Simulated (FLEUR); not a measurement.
# Local moment, magnetic energy and spin order of hcp Co against cell volume in all-electron LDA

The usual rule of thumb says that squeezing a ferromagnetic metal broadens its d bands and weakens its magnetism. We put it to the test on hcp Co, scaling all lengths of the measured cell alike and following the spin moment, the magnetic energy and the balance between parallel and antiparallel order. The question matters for cobalt in thin films and multilayers, where a substrate or a neighbouring layer changes the atomic spacing, and for cobalt under pressure. The calculations are all-electron LDA. Volumes are relative to the measured cell, the magnetic energy is relative to the run without spin polarisation, and the second order is measured against the parallel one, so that a positive difference favours parallel spins.

## Systems and settings

Co (hcp): the measured cell (COD); 2 atoms in the primitive cell, fractional positions held. First order: parallel (++); second order: antiparallel (+-). FLEUR MaX-R8.1, all-electron FLAPW in bulk geometry, scalar-relativistic valence, LDA (VWN), basis cutoff 3.73 1/bohr, density cutoff 11.2 1/bohr, Fermi-Dirac smearing of 0.05 eV, muffin-tin radii Co 2.20 bohr. Local moments are those inside the muffin-tin spheres. Collinear spins without spin-orbit coupling, 14x14x8 k-points for the first order in every row. Left out of the table: volume 1, antiferro +- (did not converge or finish); volume 0.97, antiferro +-, volume 0.94, antiferro +-, volume 0.91, antiferro +-, volume 0.88, antiferro +- (the order lost its pattern). The same in all rows: Kohn-Sham band gap of the first order on its k-point mesh; set to zero under 0.1 eV or twice the smearing width (level spacings that a finite mesh gives in a metal), blank from there to 0.3 eV, where the mesh cannot tell: 0.00 eV.

Notes on method and selection:

- Each run ends in the state reached from its typed start, which may not be the lowest.
- The spheres keep their radius, so sphere moments at unlike sizes cover unlike shares of space.
- The two orders are a test pair; neither need be the ground order.
- A blank cell means that the quantity does not apply to the row, or that its run was not made or gave no value that passed the checks named.
- Runs that did not converge, have known faults or may not be shown are not listed, and runs on Ansatz's PAW sets soft_1 and soft_2 are kept to separate tables.

Columns:

- relative volume: volume of the cell over its starting value, all lengths scaled alike.
- largest local moment (μB): largest spin moment inside a sphere, first order.
- net moment (μB/cell): net spin moment of the whole primitive cell, first order.
- magnetic energy (meV/cell): free energy of the first order less the run without spin polarisation, per primitive cell.
- second less first (meV): free energy of the second order less the first, per magnetic atom, where the second keeps its moments.
- energy of strained cell (meV/cell): free energy of the strained cell in the first order above its lowest row, per primitive cell; its curvature gives the bulk modulus (equation of state).

## Numbers

| member | relative volume | largest local moment (μB) | net moment (μB/cell) | magnetic energy (meV/cell) | second less first (meV) | energy of strained cell (meV/cell) |
| --- | --- | --- | --- | --- | --- | --- |
| relative volume 0.88 | 0.88 | 1.537 | 3.000 | −199.7 | – | 19.1 |
| relative volume 0.91 | 0.91 | ? | ? | ? | – | ? |
| relative volume 0.94 | 0.94 | 1.566 | 3.040 | −293.5 | – | 19.3 |
| relative volume 0.97 | 0.97 | 1.580 | 3.060 | −336.5 | – | 73.1 |
| relative volume 1 | 1.00 | 1.606 | 3.105 | −377.4 | – | 151.3 |
| relative volume 1.03 | 1.03 | 1.646 | 3.179 | −417.5 | 203.5 | 252.1 |
| relative volume 1.06 | 1.06 | 1.691 | 3.266 | −457.2 | 214.5 | 368.4 |
| relative volume 1.09 | 1.09 | 1.731 | 3.342 | −497.0 | 223.4 | 497.4 |
| relative volume 1.12 | 1.12 | 1.759 | 3.395 | −535.7 | 230.3 | 638.8 |

Cells marked ? are withheld until the estimate has been made.

## The trend and its physics

The rule holds in sign, but the moment and the energy respond very differently. Between relative volumes 1.12 and 0.88 the local moment falls from 1.759 to 1.537 μB, about 13 %, while the magnetic energy shrinks from −535.7 to −199.7 meV per cell, about 63 %. The net moment of the cell, which does not depend on the choice of spheres, falls by about 12 %, so the loss is not an effect of the fixed sphere radius.

A simple Stoner picture offers an account of the contrast. With $m$ the net moment per atom in μB, $I$ the exchange parameter and $N$ an average density of states per spin and atom, the magnetic energy per atom is

$$E = -\frac{m^2}{4}\left(I - \frac{1}{N}\right).$$

Compression widens the d band, lowers $N$ and raises the band-energy cost $1/N$, while $I$, largely an atomic property, is taken as nearly constant. The moment changes little because the majority d band of cobalt is nearly full, and the number of d holes then limits $m$. With energy and moment per cell, each twice the value per atom, the bracket comes to 8 × 535.7 / 3.395² = 372 meV at volume 1.12 and 8 × 199.7 / 3.000² = 178 meV at 0.88. It roughly halves, and in this picture that makes up most of the lost energy. Since the bracket is deduced from the computed energies and moments, this divides up the loss but does not prove that band widening causes it.

Parallel order is favoured wherever both orders are available, by 203.5 meV per atom at volume 1.03 and 230.3 meV at 1.12. Set against the non-magnetic state, the antiparallel order gains only 417.5 / 2 − 203.5 = 5 meV per atom at 1.03, compared with 535.7 / 2 − 230.3 = 38 meV at 1.12. So small a gain fits the loss of the antiparallel pattern at volumes of 0.97 and below. Mixing between oppositely polarised neighbours reduces their moments, and it strengthens as the atoms approach.

Every shown strained-cell energy lies above zero, so the lowest row of the series must be the one at 0.91. LDA thus prefers a cell clearly smaller than the measured one, its familiar overbinding.

## An estimate before looking

Plain estimates from the members shown:

- relative volume 0.91, straight-line interpolation between relative volume 0.88 and relative volume 0.94: w = (0.91 − 0.88) / (0.94 − 0.88) = 0.500, so 1.537 + 0.500 × (1.566 − 1.537) = 1.552 μB

We use the straight line between the neighbours at 0.88 and 0.94, which gives (1.537 + 1.566) / 2 = 1.552 μB. The member lies midway between them, and the moment varies slowly on this side of the series.

A shift would be needed if the curve bent here. The slope is 0.029 / 0.06 = 0.48 μB per unit of relative volume from 0.88 to 0.94, and 0.014 / 0.03 = 0.47 from 0.94 to 0.97, which is the same within the printed rounding. The net moment agrees: its slope is (3.040 − 3.000) / 0.06 = 0.67 and then (3.060 − 3.040) / 0.03 = 0.67 μB per cell and unit of relative volume. We therefore apply no correction. The steeper rise above volume 1 is a reason not to fit one line through the whole series.

The same midpoint route can be tried on the five shown members that have neighbours 0.03 away on both sides. Calculated less interpolated, the misses are −0.006 μB at 0.97, −0.007 at 1.00, −0.0025 at 1.03, +0.0025 at 1.06 and +0.006 at 1.09. Their root mean square is 0.005 μB, which we take as the standard deviation. Most of these tests lie where the slope is changing, so the error bar may be somewhat generous, but it leaves room for a small irregularity in the run itself.

**Committed estimate, relative volume 0.91: largest local moment = 1.552 ± 0.005 μB.**

## The answer

| member | relative volume | largest local moment (μB) | net moment (μB/cell) | magnetic energy (meV/cell) | energy of strained cell (meV/cell) |
| --- | --- | --- | --- | --- | --- |
| relative volume 0.91 | 0.91 | 1.554 | 3.025 | −247.8 | 0.0 |

| member | estimate | largest local moment (μB) | computed | estimate − computed | miss in error bars |
| --- | --- | --- | --- | --- | --- |
| relative volume 0.91 | committed | 1.552 | 1.554 | −0.002 | 0.4 |
| relative volume 0.91 | interpolation | 1.552 | 1.554 | −0.002 |  |

The estimate of 1.552 μB lies 0.002 μB below the calculated 1.554 μB, well inside its error bar of 0.005. It is no better than the plain interpolation, because it was the same number.

Leaving out a curvature correction was justified. The slope is less even than we took it to be: the moment rises by 0.017 μB from 0.88 to 0.91 and by 0.012 μB from 0.91 to 0.94. This difference is too small to be given a physical cause.

The new row also repeats the contrast between moment and energy. From 0.94 to 0.91 the local moment drops by 0.012 / 1.566 = 0.8 %, while the magnetic energy shrinks by (293.5 − 247.8) / 293.5 = 16 %. That is what we expect if compression mainly raises the band-energy cost of polarisation, but a well-interpolated moment is no separate test of that mechanism.

## Residuals

No single volume stands out, but the series as a whole is bent. On a straight line from 0.88 to 1.12 the moment at volume 1.00 would be (1.537 + 1.759) / 2 = 1.648 μB. The calculated value is 1.648 − 1.606 = 0.042 μB lower, and the row at 0.97 lies 0.040 μB below the same line. These are the two largest departures, and their neighbours fall below the line as well, which points to a smooth change of slope and not to a faulty run.

The nearly full majority d band, which we used to explain the small overall change, does not by itself explain this shape. It would suggest a moment that levels off steadily on expansion, whereas the rise is steepest between 1.03 and 1.06, at (1.691 − 1.646) / 0.03 = 1.5 μB per unit of relative volume, and eases only towards 1.12. One possibility is that the last majority d states sink below the Fermi level in that range, which would add moment until they are filled. A density of states resolved by spin at 0.97, 1.06 and 1.12 would test this.

## Conclusions

Between relative volumes 0.88 and 1.12, expansion raises the moment and strengthens the magnetic energy at every step. The midpoint of two neighbours 0.03 away reproduces each of the seven inner rows to within 0.007 μB, so a new volume inside the range can be interpolated about that well.

For practical use near the measured cell, stretching all lengths by 1 % adds about 3 % in volume. The local moment then grows by 1.646 − 1.606 = 0.040 μB, or about 2.5 %.

The energy minimum at 0.91 corresponds to lengths 3 % too short, since 0.91^(1/3) = 0.969. Letting the cell shrink uniformly to its LDA minimum therefore costs 1.606 − 1.554 = 0.052 μB of moment.

Two omitted effects matter when these moments are set beside a measured magnetisation. Thermal spin disorder lowers the net magnetisation, to zero at the Curie temperature, without having to remove the local moments. Spin-orbit coupling would add a small orbital moment parallel to the spin moment.
